The barrier of an elementary step is the energy of its saddle point less the energy of the minimum from which it starts. Here each method supplies single-point energies at the same three structures, which were optimised once with a hybrid functional. The errors therefore measure how a method ranks fixed structures, and leave out any change it would make to the structures themselves. The reverse barrier is counted from the product side, and the step energy is the product complex less the starting molecule.

H₂ loss from the aminoborane H₂N–BHF in the gas phase, computed with Ansatz 0.2.0 in the def2-TZVPP basis at PBE0-D4/def2-TZVP structures, with frozen cores in the correlated wave-function methods. The reference is CCSD(T) at the basis-set limit, with a barrier of 82.02 kcal/mol and a step energy of 51.89 kcal/mol.

```
      method            class  exact exchange, short range (%)  exact exchange, long range (%)  barrier (kcal/mol)  barrier less reference (kcal/mol)  reverse barrier (kcal/mol)  step energy (kcal/mol)
       SPW92              LDA                                0                               0               70.57                             -11.45                       13.68                   56.89
      PBE-D4              GGA                                0                               0               73.38                              -8.64                       22.34                   51.04
     BLYP-D4              GGA                                0                               0               75.97                              -6.05                       29.04                   46.92
   r2SCAN-D4         meta-GGA                                0                               0               77.89                              -4.13                       24.76                   53.13
      B97M-V         meta-GGA                                0                               0               79.70                              -2.32                       27.52                   52.17
     PBE0-D4    global hybrid                               25                              25               79.46                              -2.56                       24.61                   54.85
    B3LYP-D4    global hybrid                               20                              20               80.70                              -1.32                       29.98                   50.73
  r2SCAN0-D4    global hybrid                               25                              25               81.93                              -0.09                       26.23                   55.70
    BHLYP-D4    global hybrid                               50                              50               87.63                               5.61                       32.48                   55.15
CAM-B3LYP-D4  range-separated                               19                              65               83.06                               1.04                       29.81                   53.25
     wB97X-V  range-separated                               17                             100               83.46                               1.44                       28.90                   54.56
     wB97M-V  range-separated                               15                             100               81.63                              -0.39                       29.06                   52.57
      B2PLYP    double hybrid                               53                              53               81.52                              -0.50                       30.44                   51.08
    PBE-QIDH    double hybrid                               69                              69               82.89                               0.87                       27.13                   55.75
  RPA on PBE              RPA                              n/a                             n/a               82.18                               0.16                       30.68                   51.50
          HF     Hartree-Fock                              100                             100               97.69                              15.67                       41.79                   55.90
         MP2    wave function                              n/a                             n/a               81.23                              -0.79                       30.10                   51.13
        CCSD    wave function                              n/a                             n/a               85.57                               3.55                       32.06                   53.51
     CCSD(T)    wave function                              n/a                             n/a               82.72                               0.70                       30.35                   52.37
```

**The reaction**

The starting molecule is the planar aminoborane H₂N–BHF. It gives up one hydrogen from boron and one from nitrogen, and these leave together as H₂ beside the iminoborane FB≡NH. At the saddle the boron, the nitrogen and the two hydrogens form a flat four-membered ring. The new H–H distance is 0.94 Å, while the B–H and N–H bonds being broken are stretched to 1.43 and 1.46 Å. The hydrogen leaving nitrogen is also only 1.39 Å from boron, across the ring, so both hydrogens are close to boron at this point. No bond in this exchange is wholly made or wholly broken, so the electrons involved are shared over several centres.

**Looking at the saddle from both sides**

The forward barrier $E_\mathrm{f}$, the reverse barrier $E_\mathrm{r}$ and the step energy $\Delta E$ obey

$$E_\mathrm{f} = E_\mathrm{r} + \Delta E .$$

This is bookkeeping and holds for every method, but it separates two kinds of error. If a method places the saddle too low while treating the two ends evenly, both barriers come out too low by the same amount. If it misjudges one end against the other, the step energy is wrong and the two barriers have different errors. The forward barrier alone can't tell these cases apart.

PBE-D4 is close to the first case. Its step energy is within 1 kcal/mol of the reference, yet its forward barrier is 8.6 kcal/mol too low and its reverse barrier 7.8 kcal/mol too low. The saddle itself is at fault. The same sign appears in all five functionals without exact exchange: each puts the saddle too low against both ends, though by very different amounts.

Theory has a well-established reason for this, the delocalisation error. Consider a single electron spread over two distant centres. Its classical repulsion with itself is spurious and ought to be cancelled exactly by exchange. A semilocal functional, which sees only the density and its local variation, cancels too much when the electron is spread out, and so makes the shared state too stable. A saddle with several half-formed bonds has more of this sharing than a molecule with ordinary bonds, so its energy is expected to come out too low.

**Why the local density approximation is worst**

SPW92 has the lowest barrier in both directions, but its forward error understates the trouble. Its reverse barrier is only 13.7 kcal/mol, less than half the reference value, which is about 30 kcal/mol. The forward barrier looks better because the step energy is 5.0 kcal/mol too high, and the two errors partly cancel.

Both errors fit the known overbinding of this approximation. It overrates the energy gained when atoms are drawn together into one compact bonded unit. Seen from the product side, H₂ and the iminoborane approach and merge at the saddle, and the merging is made too easy. Splitting the starting molecule into two pieces is, by the same token, made too costly.

Gradient corrections favour densities that vary strongly, and with them the separated pieces. From SPW92 to PBE-D4 the reverse barrier rises by 8.66 kcal/mol while the step energy falls by 5.85 kcal/mol. The forward barrier therefore rises by only 2.81 kcal/mol. A modest change in the forward direction conceals a large repair of the saddle.

**What exact exchange does**

Exact exchange cancels the self-repulsion of an electron properly, however widely the electron is spread. Mixing it in should lift the saddle against both ends, and in the three families where a functional can be compared with its hybrid it does. From PBE-D4 to PBE0-D4 the forward barrier rises by 6.1 kcal/mol and the reverse barrier by 2.3 kcal/mol. From BLYP-D4 to BHLYP-D4, with twice as much exact exchange, the rises are 11.7 and 3.4 kcal/mol.

The two rises are far from equal. In each family, between 60 and 71 % of the forward increase is an increase in the step energy. Saddle and product thus both rise against the starting molecule, and the saddle rises further. The larger part of the forward increase is a rise that the two have in common, and the smaller part is a lift of the saddle against the product.

The bonding suggests why the ends shift. The product has a stronger multiple bond between boron and nitrogen than the starting molecule, and electron pairs in such a bond gain energy by avoiding each other, one electron staying near one atom while its partner is near the other. Semilocal exchange imitates part of this correlation; exact exchange does not, so the product loses some of its stability. The saddle, where the stronger bond is already partly formed, is expected to share in this loss, and that carries the effect into the forward barrier. The wave-function rows agree in sign, since going from HF to CCSD(T) lowers the step energy by 3.5 kcal/mol. That the multiple bond is the main source remains an argument from theory, because the energies aren't resolved bond by bond.

The same shift can help or harm, depending on the parent functional. BLYP-D4 starts with a step energy 5.0 kcal/mol too low, and this makes up most of its forward error. Exact exchange moves it the right way, and B3LYP-D4 has both barriers and the step energy within 1.4 kcal/mol of the reference. PBE-D4 starts with a nearly correct step energy, and PBE0-D4 overshoots it by 3.0 kcal/mol. Its better forward barrier is partly bought with a worse balance between the ends.

**One estimate**

If the share of exact exchange is what matters within a family, a straight line between BLYP-D4 and BHLYP-D4 should locate B3LYP-D4. Its share is 20 %, which is 0.4 of the way from 0 to 50 %. The estimate in kcal/mol is

$$E_\mathrm{f} \approx 75.97 + 0.4 \times 11.66 = 80.63 .$$

The computed barrier is 80.70 kcal/mol, and that row was not used to draw the line. Agreement this close is partly luck, since B3LYP also has a different semilocal part. The same construction for the reverse barrier gives $29.04 + 0.4 \times 3.44 = 30.4$ kcal/mol against a computed 30.0, which is a fairer sign of its accuracy.

**Where the share of exchange misleads**

CAM-B3LYP-D4 has 19 % exact exchange between nearby electrons and 65 % between distant ones. Its barrier lies $83.06 - 75.97 = 7.09$ kcal/mol above BLYP-D4, which on the line corresponds to a share of about 30 %. In the reverse direction the same reading gives only about 11 %, below even the short-range value. No single share can therefore stand for this functional: its exact exchange varies with distance, and its semilocal part also differs from that of BLYP. The two ωB97 functionals, with full exact exchange at long range, also stay well below BHLYP-D4, although their semilocal parts differ too much for a clean comparison.

B97M-V is irregular in another way. It has no exact exchange, yet its forward barrier is slightly higher than that of PBE0-D4. Its step energy is almost right, and both barriers are too low by about 2.5 kcal/mol. This functional was fitted to a large body of reference energies, which probably accounts for the good balance. A semilocal functional can therefore avoid much of the error at the saddle, but here a remnant of the usual sign survives.

The line fails outright for B2PLYP. With 53 % exact exchange it should lie just above BHLYP-D4, but it lies 6.1 kcal/mol below. The reason is that this double hybrid replaces part of its semilocal correlation by a perturbative term built from filled and empty orbitals. To see what such a term does, it helps to begin with no correlation at all.

**What correlation does**

HF has the highest barrier in both directions: 15.7 kcal/mol too high forward and 11.7 kcal/mol too high in reverse. It has no delocalisation error of the semilocal kind, but it also leaves out the correlated motion of the electrons. At the saddle, bonds are stretched and electron pairs are crowded into a small ring, so theory expects more correlation energy there than at either end. CCSD(T) confirms the direction: in the same basis it lowers the HF forward barrier by 15.0 kcal/mol and the reverse barrier by 11.4 kcal/mol.

The wave-function methods show how much of this each one captures. Against CCSD(T) in the same basis, the CCSD forward barrier is still 2.9 kcal/mol too high, which is the contribution of the triple excitations. MP2 slightly overdoes the correction and ends 1.5 kcal/mol too low. The perturbative term in a double hybrid acts in the same direction, which is why B2PLYP and PBE-QIDH can carry large shares of exact exchange without the high barrier of BHLYP-D4. RPA on PBE also joins exact exchange to a correlation energy built from filled and empty orbitals, and it too comes close to the reference in both directions.

**When a good barrier is a cancellation**

Seven rows have a forward barrier within 1 kcal/mol of the reference. Their order means little, because CCSD(T) itself is off by 0.7 kcal/mol in this basis. Two of the seven, r2SCAN0-D4 and PBE-QIDH, have step energies almost 4 kcal/mol too high. Their reverse barriers are too low by 3.9 and 3.0 kcal/mol, so the forward agreement comes from a saddle that is too low against the product and a product that is too high against the start.

This matters where such steps are modelled for electronics. Boron–nitrogen molecules serve as precursors for boron nitride, an insulating layer in devices, and must shed hydrogen on the way to the film. A barrier enters the rate through an exponential, so a functional that sets it several kcal/mol too low makes the precursor decompose far too readily in a simulation. The values here are electronic energies without zero-point vibration, and they describe one isolated molecule; a hot surface or a second molecule may offer an easier path.

The practical rule is to test a method on the forward and the reverse barrier together. Errors of equal sign and similar size point to the saddle, and a clear difference between them points to the ends. A method that passes in one direction only has not yet shown that it describes the saddle.
